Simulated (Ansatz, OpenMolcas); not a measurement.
## How methods differ on AlSiH4Cl (SMILES [SiH3][AlH][Cl])

AlSiH4Cl: 7 atoms, total charge 0, spin state singlet. SMILES: `[SiH3][AlH][Cl]`. The shape is that of a PBE0-D4/def2-TZVP optimisation.

Each level gives the electronic atomisation energy (eV). The values are calculated. Electronic energies at fixed atoms, without zero-point motion or spin-orbit coupling.

```
               level                    kind     program  value (eV)  less CCSD(T)/aug-cc-pVDZ  CPU time (all runs)
      HF/aug-cc-pVDZ            Hartree–Fock  OpenMolcas       15.00                     -3.35                 36 s
   SVWN5/aug-cc-pVDZ                     LDA      Ansatz       21.21                     +2.86                  7 s
     PBE/aug-cc-pVDZ                     GGA  OpenMolcas       18.99                     +0.64                 93 s
  revPBE/aug-cc-pVDZ                     GGA  OpenMolcas       18.53                     +0.18                 90 s
   M06-L/aug-cc-pVDZ                meta-GGA  OpenMolcas       19.96                     +1.61              2.6 min
    PBE0/aug-cc-pVDZ           global hybrid      Ansatz       19.04                     +0.69                 10 s
   wB97X/aug-cc-pVDZ  range-separated hybrid      Ansatz       19.49                     +1.14                 33 s
RPA@PBE0/aug-cc-pVDZ                     RPA      Ansatz       17.84                     -0.51                 14 s
 CCSD(T)/aug-cc-pVDZ   coupled cluster or CI      Ansatz       18.35                      0.00                 22 s
    CCSD/aug-cc-pVDZ   coupled cluster or CI      Ansatz       18.20                     -0.15                 18 s
```

CCSD(T)/aug-cc-pVDZ is the highest level here, not the true value. Correlated wave functions underbind in double-zeta sets. The values span 15.00 to 21.21 eV. Times are those of the runs behind each value, whatever else they computed, on shared processors of several kinds: orders of magnitude only.

Electron correlation supplies a substantial part of the binding: Hartree–Fock recovers only 15.00 of the 18.35 eV found with CCSD(T). Atomisation breaks electron pairs in the Al–H, Si–H, Al–Si and Al–Cl bonds, and the correlation energy of those pairs is lost in the open-shell atoms. The perturbative triples add just 0.15 eV to CCSD, as expected for a saturated, closed-shell molecule dominated by one configuration.

SVWN5 errs the other way, since the local density approximation describes the inhomogeneous densities of free atoms less well than the bonded system. Gradient corrections remove most of this overbinding, but the further rungs bring no steady improvement: M06-L and wB97X lie above PBE, and PBE0 almost coincides with it. Exact exchange therefore has little net effect between PBE and PBE0 here.

The proximity of revPBE to CCSD(T) doesn't establish it as the most accurate functional, because a larger basis would probably raise the coupled-cluster value and could reorder the smaller deviations.
